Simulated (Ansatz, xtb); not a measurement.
Relative energy of two isomers of CH7AlSi

We compare X, `C[SiH2][AlH2]`, a singlet, with Y, `[CH3][AlH][SiH3]`, a singlet. Both are isolated molecules in the gas phase, relaxed with r2SCAN-D4/def2-SVP; the shapes shown needn't be the lowest conformers.

X (Å):

```xyz
10

C    -1.7398   -1.7845   -1.2834
Al    0.6704    0.9652   -1.6839
Si   -0.2929   -0.9158   -0.4247
H    -2.5709   -1.0838   -1.4603
H    -1.4316   -2.1914   -2.2593
H    -2.1206   -2.6173   -0.6714
H     0.7919   -1.9197   -0.1460
H    -0.7386   -0.4273    0.9259
H     0.1237    1.3696   -3.1278
H     1.8713    1.8169   -1.0725
```

Y (Å):

```yaml
atoms:
  - { symbol: C, position_ang: [-1.5773, 0.1979, -0.7576] }
  - { symbol: Al, position_ang: [0.0242, -0.7057, -0.0875] }
  - { symbol: Si, position_ang: [1.4950, 0.3936, 1.5524] }
  - { symbol: H, position_ang: [2.0348, 1.6832, 1.0030] }
  - { symbol: H, position_ang: [0.3615, -2.1700, -0.6242] }
  - { symbol: H, position_ang: [-1.7411, 1.2045, -0.3415] }
  - { symbol: H, position_ang: [2.6707, -0.4299, 1.9817] }
  - { symbol: H, position_ang: [-2.4797, -0.4036, -0.5439] }
  - { symbol: H, position_ang: [0.7324, 0.7586, 2.7939] }
  - { symbol: H, position_ang: [-1.5372, 0.2927, -1.8581] }
```

Quicker runs give these differences E(Y) − E(X): GFN2-xTB +3.5 kcal/mol; HF/STO-3G −11.7 kcal/mol (at GFN2-xTB geometries); r2SCAN-D4/def2-SVP//GFN2-xTB −6.4 kcal/mol.

Question: Which of the two would you expect CCSD(T)/def2-TZVP electronic energies to favour?

Answer: Structure Y; the calculation gives E(Y) − E(X) = −2.6 kcal/mol.

How the difference moves with the method:

```csv
level,geometry,E(Y) − E(X) (kcal/mol),departure from the last row (kcal/mol),"job, with rough time for the two"
GFN2-xTB,GFN2-xTB,+3.5,+6.1,"optimisation, 0.29 s"
HF/STO-3G,GFN2-xTB,−11.7,−9.1,"single point, 0.2 s"
r2SCAN-D4/def2-SVP//GFN2-xTB,GFN2-xTB,−6.4,−3.8,"single point, 2.6 s"
r2SCAN-D4/def2-SVP,r2SCAN-D4/def2-SVP,−2.9,−0.3,"optimisation, 69 s"
HF/def2-TZVP,r2SCAN-D4/def2-SVP,−1.6,+1.0,part of the CCSD(T) run
MP2/def2-TZVP,r2SCAN-D4/def2-SVP,−2.5,+0.1,part of the CCSD(T) run
CCSD(T)/def2-TZVP,r2SCAN-D4/def2-SVP,−2.6,,"single point, 26 s"
```

As drawn, Y has 1 C–Al, 1 Si–H in place of 1 C–Si, 1 Al–H.

GFN2-xTB puts the two in the other order. The largest departure from CCSD(T)/def2-TZVP is that of HF/STO-3G, 9.1 kcal/mol. A small imaginary or near-zero mode remains, so no thermal terms are given.

The correlated steps freeze 11 core orbitals. Programs: Ansatz 0.2.0, xtb 6.7.1; the last row on 2 threads of Arm Neoverse V1 on a shared host.

The preference for Y is modest, as expected when the isomers differ only by exchanging methyl and hydride between silicon and aluminium. The Al–Si bond survives, and a C–Si and an Al–H bond give way to a C–Al and an Si–H bond, so most of the bond energy cancels. What remains probably reflects aluminium's gain from the methyl group: the Al–C bond is strongly polar, and C–H hyperconjugation can feed the formally empty 3p orbital of three-coordinate aluminium. The stronger Si–H bond helps offset the loss of C–Si bonding.

Hartree–Fock in the larger basis already favours Y, and correlation only moves the difference from −1.6 to −2.6 kcal/mol, consistent with similar bonding in the two isomers. Geometry matters more: relaxation at the r2SCAN-D4 level shrinks the gap from −6.4 to −2.9 kcal/mol, so the GFN2-xTB structures evidently penalise X more than Y. The ordering need not carry over to condensed phases, where electron-deficient aluminium centres tend to associate through bridging hydride or methyl groups.
